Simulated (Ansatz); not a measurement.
A series in volume per atom on MgO

All results are calculated (Ansatz 0.2.0 development build). Equation of state of a cubic crystal from periodic Kohn-Sham density functional theory without spin; pressure corrected for the finite basis.

Cell of the first row (space group Fm-3m, No. 225):
```
CELL_PARAMETERS angstrom
0.00000 2.06880 2.06880
2.06880 0.00000 2.06880
2.06880 2.06880 0.00000
ATOMIC_POSITIONS crystal
Mg 0.00000 0.00000 0.00000
O 0.50000 0.50000 0.50000
```

Settings of every row: formula MgO; structure type rock salt; functional r2SCAN; spin treatment none; k mesh 14x14x14; occupation method fermi-dirac; occupation width 0.1 eV; wave cutoff 1050 eV; datasets hand-made PAW; density cutoff ratio 5; xc grid level 2.

Limits: the SCF threshold is loose for a stress in some rows.

| row | volume per atom (Å³) | pressure (GPa) | energy above lowest point (meV/atom) |
| --- | --- | --- | --- |
| 1 | 8.855 | ? | ? |
| 2 | 9.144 | 2.715 | 0.09 |
| 3 | 9.432 | -2.481 | 0 |
| 4 | 9.721 | -6.92 | 8.58 |
| 5 | 10.01 | -10.71 | 24.57 |

Question: what pressure and energy above lowest point should row 1 give?

Worked fit of pressure. Take u = (V_r/V)^(2/3) − 1 with V_r = 9.5765 Å³ an atom, which is twice the finite (Eulerian) strain; such expansions in the strain, on which the Birch-Murnaghan equation of state is built, carry the rest volume and the bulk modulus. The shown rows have u = 0.03129, 0.01019, -0.00993, -0.02908. Least squares give pressure = −4.7902 + 220.992 × u + 601.36 × u² GPa; a straight line predicts inner rows, each left out in turn, worse (root mean square 0.35 against 0.012 GPa). The rows lie off it by 0.002, -0.005, 0.005, -0.002 (root mean square 0.0038 GPa). The pressure vanishes at u = 0.0205, or V = 9.289 Å³ an atom, and there the bulk modulus at fixed shape and fractions is B = −V dP/dV = (2/3)(1 + u) dP/du = 167 GPa. The withheld row has u = 0.05361, so the fit gives −4.7902 + 220.992 × (0.05361) + 601.36 × (0.05361)² = 8.786 GPa.

The calculation gave 8.804 GPa. The fit lies 0.018 GPa (0.092 % of the column's range) below it; its largest miss of a shown row is 0.005 GPa. This row lies beyond the range of the fit.

Worked fit of energy above lowest point. Take u = (V_r/V)^(2/3) − 1 with V_r = 9.5765 Å³ an atom, which is twice the finite (Eulerian) strain; such expansions in the strain, on which the Birch-Murnaghan equation of state is built, carry the rest volume and the bulk modulus. The shown rows have u = 0.03129, 0.01019, -0.00993, -0.02908. Least squares give energy above lowest point = 3.29 − 428.61 × u + 10427.6 × u² meV/atom; a straight line predicts inner rows, each left out in turn, worse (root mean square 6 against 0.012 meV/atom). The rows lie off it by 0.00, -0.01, 0.01, 0.00. Its lowest point lies at u = 0.0206, or V = 9.289 Å³ an atom, and the curvature there gives the bulk modulus at fixed shape and fractions, B = (4/9)(1 + u)² E″(u)/V = 167 GPa. The withheld row has u = 0.05361, so the fit gives 3.29 − 428.61 × (0.05361) + 10427.6 × (0.05361)² = 10.28 meV/atom.

The calculation gave 10.33 meV/atom. The fit lies 0.05 meV/atom (0.2 % of the column's range) below it; its largest miss of a shown row is 0.01 meV/atom. This row lies beyond the range of the fit.
